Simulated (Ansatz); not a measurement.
## BiTe: pressure against volume per atom

All results are calculated (Ansatz 0.2.0). Periodic Kohn-Sham DFT of a crystal at fixed atoms; pressure and stress are positive in compression; the energy is the free energy less that of spherical unpolarised free atoms; site moments are those in the method's own spheres, positive along +z.

Cell of the first row (space group Fm-3m, No. 225):
```
BiTe
1.0
      0.0000     3.1690     3.1690
      3.1690     0.0000     3.1690
      3.1690     3.1690     0.0000
Bi Te
1 1
Direct
  0.00000 0.00000 0.00000
  0.50000 0.50000 0.50000
```

Settings of every row: method frozen-core PAW; functional LDA; relativity scalar; k mesh 10x10x10; filling fermi-dirac; smearing width 0.08 eV; wave cutoff 420 eV; paw set soft_2.

Atom start moment: 0 on all atoms.

Limits: PAW files made with PBE; no spin-orbit coupling on heavy atoms.

| row | volume per atom (Å³) | pressure (GPa) |
| --- | --- | --- |
| 1 | 31.824 | 0.368 |
| 2 | 32.501 | -0.811 |
| 3 | 33.178 | -1.86 |
| 4 | 33.516 | -2.34 |
| 5 | 33.855 | -2.793 |
| 6 | 34.194 | -3.219 |
| 7 | 34.532 | ? |
| 8 | 35.209 | -4.354 |
| 9 | 35.886 | -5.004 |

Question: what pressure should row 7 give?

Worked fit of pressure. Take u = (V_r/V)^(2/3) − 1 with V_r = 33.685 Å³ an atom, which is twice the finite (Eulerian) strain; such expansions in the strain, on which the Birch-Murnaghan equation of state is built, carry the rest volume and the bulk modulus. The shown rows have u = 0.03861, 0.02414, 0.01016, 0.00336, -0.00335, -0.00995, -0.02907, -0.04132. Least squares give pressure = −2.5687 + 67.52 × u + 214.78 × u² + 169 × u³ GPa; a parabola predicts inner rows, each left out in turn, worse (root mean square 0.0026 against 0.00061 GPa). The rows lie off it by 0.000, 0.000, 0.000, -0.001, -0.001, 0.000, 0.000, 0.000. The pressure vanishes at u = 0.0342, or V = 32.03 Å³ an atom, and there the bulk modulus at fixed shape and fractions is B = −V dP/dV = (2/3)(1 + u) dP/du = 57.1 GPa. The withheld row has u = -0.01642, so the fit gives −2.5687 + 67.52 × (-0.01642) + 214.78 × (-0.01642)² + 169 × (-0.01642)³ = -3.620 GPa.

The calculation gave -3.62 GPa. The fit meets it to the printed digit.
